Rigid scan of one N–H bond in isolated GaH6N (SMILES [NH3+][GaH3-]), computed with Ansatz 0.2.0 in the def2-TZVPP basis, with all other atoms held at the PBE0-D4/def2-TZVP minimum. Energies are counted from that minimum structure at the same level. The coupled-cluster calculations freeze the cores but correlate the Ga 3d electrons.

| stretch (Å) | CCSD(T) (eV) | PBE0-D4 (eV) | wB97M-V (eV) | CCSD (eV) | wB97M-V less CCSD(T) (eV) | T1 diagnostic |
| --- | --- | --- | --- | --- | --- | --- |
| 0.892 | 0.427 | 0.424 | 0.422 | 0.417 | -0.005 | 0.012 |
| 0.927 | 0.200 | 0.197 | 0.196 | 0.192 | -0.003 | 0.012 |
| 0.979 | 0.028 | 0.027 | 0.027 | 0.025 | -0.001 | 0.012 |
| 1.039 | 0.014 | 0.015 | 0.015 | 0.016 | 0.001 | 0.012 |
| 1.106 | 0.157 | 0.163 | 0.161 | 0.166 | 0.004 | 0.012 |
| 1.178 | 0.432 | 0.444 | 0.441 | 0.448 | 0.009 | 0.012 |
| 1.254 | 0.801 | 0.823 | 0.818 | 0.825 | 0.017 | 0.012 |
| 1.335 | 1.240 | 1.275 | 1.271 | 1.274 | 0.030 | 0.013 |
| 1.419 | 1.711 | 1.762 | 1.762 | 1.757 | 0.051 | 0.013 |

The column headed stretch is the length $r$ of one N–H bond in the ammonia–gallane adduct, in ångström. The four energy columns give, in eV, the cost of moving that hydrogen while all other atoms are held, each level counted from its own energy at the PBE0-D4 structure. The difference column is wB97M-V less CCSD(T), formed before rounding, so that it departs by 1 meV from the difference of the printed columns at 0.927 and 1.335 Å. The T1 diagnostic is the norm of the coupled-cluster single-excitation amplitudes divided by the square root of the number of correlated electrons.

Three limits govern the use of these numbers. CCSD(T) in a triple-zeta basis serves as the reference but is not the exact answer, so an "error" below always means a gap to that column. All four levels are built on a single determinant and fail when a bond is pulled far enough; the scan ends about 40% beyond the equilibrium length, and nothing follows from it for dissociation. And a rigid scan of one bond is not a normal mode: the frequencies derived from it belong to a local oscillator, and their shifts between levels deserve more trust than their absolute values.

## Orders of magnitude

The well is about 44 eV/Å² stiff, so that a stretch of 0.1 Å costs roughly 0.2 eV and a stretch of 0.4 Å costs 1.7 eV. Against this, the three cheaper levels stay within 10 meV of CCSD(T) from 0.892 to 1.106 Å and reach about 50 meV at the last row, which is 3% of the CCSD(T) energy there. These gaps move the bond length by 1 to 2 mÅ and raise the harmonic stretch frequency by 10 to 25 cm⁻¹ out of about 3600 cm⁻¹, less than 1%. The anharmonicity of the well lowers the fundamental by about 140 cm⁻¹, about five times the largest upward shift that a step between levels gives it.

## What the columns show

Each cheaper level lies below CCSD(T) in the three compressed rows and above it in the six stretched rows. At 0.979 and 1.039 Å the gaps of the two functionals are 1 meV, which is the size of the rounding of a difference of two columns, and no meaning attaches to them.

The shapes differ. The CCSD gap runs from −10 meV through zero to +46 meV nearly as a straight line. The gaps of the functionals are flatter near the minimum and bend upward: at 1.106 Å they are 6 meV for PBE0-D4 and 4 meV for wB97M-V against 9 meV for CCSD, while at 1.419 Å both stand at 51 meV and have overtaken CCSD. A straight-line fit of the logarithm of the gap against the logarithm of the extension, over the last five rows, gives exponents of 1.1 for CCSD, 1.5 for PBE0-D4 and 1.7 for wB97M-V. The mean absolute gaps over all nine rows, 17, 15 and 13 meV in that order, hide these shapes and depend on where the rows were placed, so they are a poor guide to choice.

Between the functionals, PBE0-D4 lies above wB97M-V by 2, 3, 5 and 4 meV from 1.106 to 1.335 Å, and the two coincide at the last row. The rise and fall exceeds the rounding, though a few meV in a meta-GGA could owe something to the integration grid.

## The well and the gap

A Morse curve $D\,[1-e^{-a(r-r_e)}]^2+c$, fitted by least squares to all nine CCSD(T) rows with four free constants, gives $r_e = 1.0145$ Å, $a = 1.983$ Å⁻¹ and a force constant $k = 2Da^2 = 44.16$ eV/Å². The rms residual is 1.9 meV and the worst is 2.5 meV at 1.335 Å. The bond lengths were set to exactly the values in the table, so only the energies are rounded and the floor is 0.5 meV in every row. (The wider floor printed by the analysis, 1.0 to 4.4 meV, also allows for a rounding of $r$, which does not occur here.) The residual exceeds 0.5 meV in all nine rows, from 1.2 meV at 1.039 Å upward, and its sign changes in blocks, so the Morse form is slightly imperfect over the whole scan, and $k$ and the absolute frequencies derived from it carry an error of form that rounding does not explain. The depth $D$ trades against $a$ and is no dissociation energy.

Errors of 2 meV are too large for comparing levels whose gaps near the minimum are of the same size. The comparison is better made on the gaps, which are taken row by row and so do not contain the misfit of the Morse form. A gap vanishes by construction at the reference length $r_0$, taken as 1.0137 Å from the same Morse fit to the PBE0-D4 column (the structure was optimised in a slightly smaller basis, so this is an estimate). With $d = r - r_0$,

$$\Delta E(d) = g\,d + h\,d^2 + \dots$$

The tilt $g$ is an error in the force and displaces the minimum by $\delta r = -g/k$. The curvature at the new minimum changes for two reasons: $h$ adds $2h$ directly, and the displacement samples the third derivative of the well, which for a Morse curve is $-3ak$. Since the frequency goes as $\sqrt{k}$,

$$\frac{\Delta\omega}{\omega} = -\tfrac{3}{2}\,a\,\delta r + \frac{h}{k}.$$

A tilt that shortens a bond therefore also stiffens it, because the shorter minimum sits nearer the repulsive wall; the curvature $h$ can add to this or work against it, according to its sign.

The CCSD case can be followed in full. A linear least-squares fit of the two terms to all nine gaps gives $g = 0.089$ eV/Å and $h = 0.058$ eV/Å². At 1.254 Å, a row that was part of the fit, $d = 0.2403$ Å and the model gives $0.0214 + 0.0033 = 0.0247$ eV, where the table has $0.825 - 0.801 = 0.024$ eV. The displacement is $-0.089/44.16 = -0.0020$ Å. The reference frequency, from $k$ and the reduced mass of an N–H pair, $14/15$ u, is 3587 cm⁻¹. The tilt contributes $1.5 \times 1.983 \times 0.0020 \times 3587 \approx 21$ cm⁻¹ and the curvature $(0.058/44.16) \times 3587 \approx 5$ cm⁻¹, together 26 cm⁻¹. Locating the minimum of Morse curve plus gap numerically gives the same 26 cm⁻¹, and 24 cm⁻¹ when a cubic term is admitted to the gap.

The two-term form reproduces the CCSD and PBE0-D4 gaps with an rms residual of 0.4 meV, equal to the rounding floor. Simpler pictures do worse. A rigid displacement of the reference well leaves rms residuals of 12 to 15 meV for the three levels, because it predicts its largest effect on the steep inner wall, where the gaps are small. A uniform scaling of the well leaves 6 to 9 meV and has the wrong sign on compression. The two together leave 1.4 meV for CCSD, 2.5 for PBE0-D4 and 4.5 for wB97M-V. The cheaper levels thus give a well of different shape, not a moved or rescaled copy of the reference.

The two-term form fails for wB97M-V, with an rms residual of 2.3 meV and a worst row of 3.7 meV against a floor of 0.3 meV; a cubic term brings the rms to 0.2 meV. The failure matters. The quadratic fit spreads the late rise of the gap back to the minimum and gives a harmonic shift of 25 cm⁻¹, while the cubic fit gives 11 cm⁻¹. The cubic value is the one that fits the table, but its sensitivity to the order of the polynomial is far greater than the 0.5 cm⁻¹ scatter obtained by adding random rounding noise to the gaps and refitting.

## What each level gets wrong, and why

The CCSD gap is, by definition, minus the change of the perturbative triples energy. The table therefore shows directly that the triples correction becomes more stabilising by 46 meV on going out to 1.419 Å and less stabilising by 10 meV on compression to 0.892 Å. An argument for the sign goes through the leading part of the correction, a negative sum of squared couplings over differences of orbital energies. As the bond lengthens, the overlap of the N and H functions falls, the bonding orbital rises, the antibonding orbital drops, and both the double-excitation amplitudes that feed the triples and the inverse denominators grow. Such a smooth, one-way change will in general have a nonzero slope at the minimum, so to first order it is a tilt, and the fit agrees: four fifths of the CCSD frequency shift comes from $g$. The result, a bond too short by 2 mÅ and a harmonic frequency too high by 0.7%, is what one expects from leaving out a correlation term that grows with bond length, so long as the curvature of the gap does not cancel the effect of the tilt.

PBE0-D4 has half the tilt of CCSD, $g = 0.046$ eV/Å, and over three times the curvature, $h = 0.197$ eV/Å², from the same two-term fit. Its bond length is off by only 1.0 mÅ, but its harmonic shift, 11 cm⁻¹ from the tilt and 16 cm⁻¹ from the curvature, comes to about 27 cm⁻¹ (25 cm⁻¹ with the cubic gap), no better than CCSD. Small energy gaps beside the minimum do not guarantee a good frequency, because the frequency depends on the second derivative of the gap as well as on the first.

wB97M-V is the closest of the three near equilibrium, 0.8 mÅ short and about 11 cm⁻¹ stiff, and it has the smallest gap in every row from 1.106 to 1.335 Å. It loses the advantage at the end of the scan, where its gap grows by 21 meV in the last step against 16 meV for PBE0-D4 and 12 meV for CCSD.

Theory offers a reason for the upward bend in both functionals. A closed-shell determinant keeps both electrons of the bond in one orbital, which retains ionic arrangements that ought to fade as the atoms part. The missing left–right correlation is partly imitated by semilocal exchange, whose hole stays near the electron, and is not imitated by exact exchange, whose hole spreads over both centres. A hybrid fitted or balanced to be right at equilibrium then rises too steeply on stretching, at second or higher order in $d$. PBE0 mixes in a quarter of exact exchange at all distances; wB97M-V has less at short range and all of it at long range. That the range-separated gap starts lower and rises later fits this picture, since the growing separation would shift weight into the long-range part, but the two functionals also differ in their correlation and dispersion terms, and the table cannot separate these. The assignment is a guess.

The T1 diagnostic stays at 0.012 and reaches 0.013 in the last two rows, below a rough warning level of 0.02. This is consistent with a well-behaved reference through the scan, but it is weak evidence. The diagnostic averages over all correlated electrons, the ten gallium 3d electrons among them, so trouble in one bond is diluted, and it measures orbital relaxation, not the large double excitation that announces bond breaking. The smooth course of the triples correction, whose change along the scan never exceeds 6% of the CCSD(T) energy in the last five rows, is the better sign: a failing perturbative correction would accelerate sharply, while here its slope rises only mildly, from about 0.10 eV/Å between 1.039 and 1.106 Å to 0.14 eV/Å in the last step.

## Steps against purposes

For structures, any of the levels will do along this coordinate. A displacement of 1 mÅ costs $\tfrac12 \times 44 \times (0.001)^2 \approx 2 \times 10^{-5}$ eV, so a coupled-cluster energy evaluated at the PBE0-D4 bond length loses nothing measurable. Only work that aims at a bond length to better than about 2 mÅ with CCSD, or 1 mÅ with the functionals, needs more, and there the basis and the frozen cores of the reference may matter as much, which this scan does not test.

For zero-point energy the steps are also small. The vibrational levels were obtained by solving the one-dimensional Schrödinger equation on a grid for the Morse curve, with and without the fitted cubic gap. The lowest level lies at 0.22 eV and is raised by 12 cm⁻¹ in CCSD, 14 cm⁻¹ in PBE0-D4 and 7 cm⁻¹ in wB97M-V. At about 8 cm⁻¹ per meV this is under 2 meV per bond, against 43 meV for 1 kcal/mol.

For a stretch frequency the first thing to buy is anharmonicity. The reference oscillator has its harmonic value at 3587 cm⁻¹ and its fundamental at 3445 cm⁻¹, a drop of 142 cm⁻¹. The fundamental is then raised by 27 cm⁻¹ in CCSD, 30 cm⁻¹ in PBE0-D4 and about 18 cm⁻¹ in wB97M-V, and the first overtone, at 6748 cm⁻¹ in the reference, by 56, 65 and 46 cm⁻¹. In proportion, the advantage of wB97M-V shrinks with excitation, from under half the PBE0-D4 shift for the harmonic value to about seven tenths of it for the overtone, because the higher levels reach into the region where its gap climbs; in cm⁻¹ its lead is still larger for the overtone than for the fundamental. These figures lean on some extrapolation: 2%, 9% and 17% of the probability of the three lowest levels lies inside the innermost row. Agreement with this reference to within 1% needs only a functional, given the same anharmonic treatment; a measured band also feels the coupling between the N–H bonds and the basis error, which are not tested here. An aim of 10 cm⁻¹ rules out all three cheaper levels as measured here, and it also puts the reference in question, since its basis error is untested and may be of that size. Correlated energies converge more slowly with the basis than functionals do, so part of a functional's gap may belong to the reference. The CCSD gap is the triples term alone, and most of the basis error cancels from it.

For the energy of a stretched geometry, linear interpolation between rows places the point where the gap equals $kT$ at 298 K, 0.0257 eV, at 1.27 Å for CCSD, 1.28 Å for PBE0-D4 and 1.31 Å for wB97M-V. It reaches 1 kcal/mol, 0.0434 eV, at 1.40, 1.38 and 1.39 Å. Molecular dynamics near room temperature, and the zero-point motion with its outer turning point between 1.106 and 1.178 Å, stay well short of these lengths. A Boltzmann weight at the last row, in contrast, would be wrong by $e^{0.051/0.0257}$, a factor of about 7. Transition states for hydrogen transfer have bonds in this range, but they also have an acceptor atom and a different electronic structure, so the gaps here indicate where caution begins and are not barrier errors.

## Cost

Formal scaling with system size $N$ is about $N^4$ for a hybrid functional, lower in practice, $N^6$ for CCSD and $N^7$ for the triples, so doubling the molecule multiplies the work by roughly 16, 64 and 128. With $o$ correlated occupied and $v$ virtual orbitals, the leading CCSD step goes as $o^2v^4$ per iteration and the triples as $o^3v^4$ once. For about a dozen correlated pairs and ten to twenty iterations the two are of the same order. CCSD alone is thus the poorest bargain in this table: it costs a large part of the full calculation, has the largest error in the bond length, and does not clearly improve on PBE0-D4 for the frequency. Its lead of 5 meV at the last row hardly pays for it. wB97M-V costs somewhat more than PBE0-D4, for its finer grid and nonlocal correlation term, and both are far below coupled cluster.

The smoothness of the gaps suggests an economy. Three coefficients describe each gap over the whole scan to 0.3 meV rms or better, so a dense curve from a functional, corrected by a cubic drawn through a few CCSD(T) points spread over the range, should recover the reference. The fit to nine rows shows that the form is adequate; that fewer points suffice is an inference from it.

## Neighbouring bonds

The two formulas carry over to other bonds even where the constants do not. The displacement $-g/k$ grows as the bond softens, so the same error in the force that moves this stiff N–H bond by 2 mÅ would move a bond ten times softer by 20 mÅ; if the force errors are of like size, which this scan does not test, a soft dative bond such as Ga–N is where the choice of level should matter most for the structure. The relative frequency shift from a tilt goes as $a g/k$ and is likewise largest for soft, anharmonic bonds. The sign of the CCSD tilt should hold for ordinary covalent bonds, with a larger size where the gap between bonding and antibonding orbitals is smaller or several pairs stretch together, as in multiple bonds. For hybrids the argument predicts a steeper bend with more exact exchange, while the tilt at the minimum depends on a balance of terms and may take either sign.
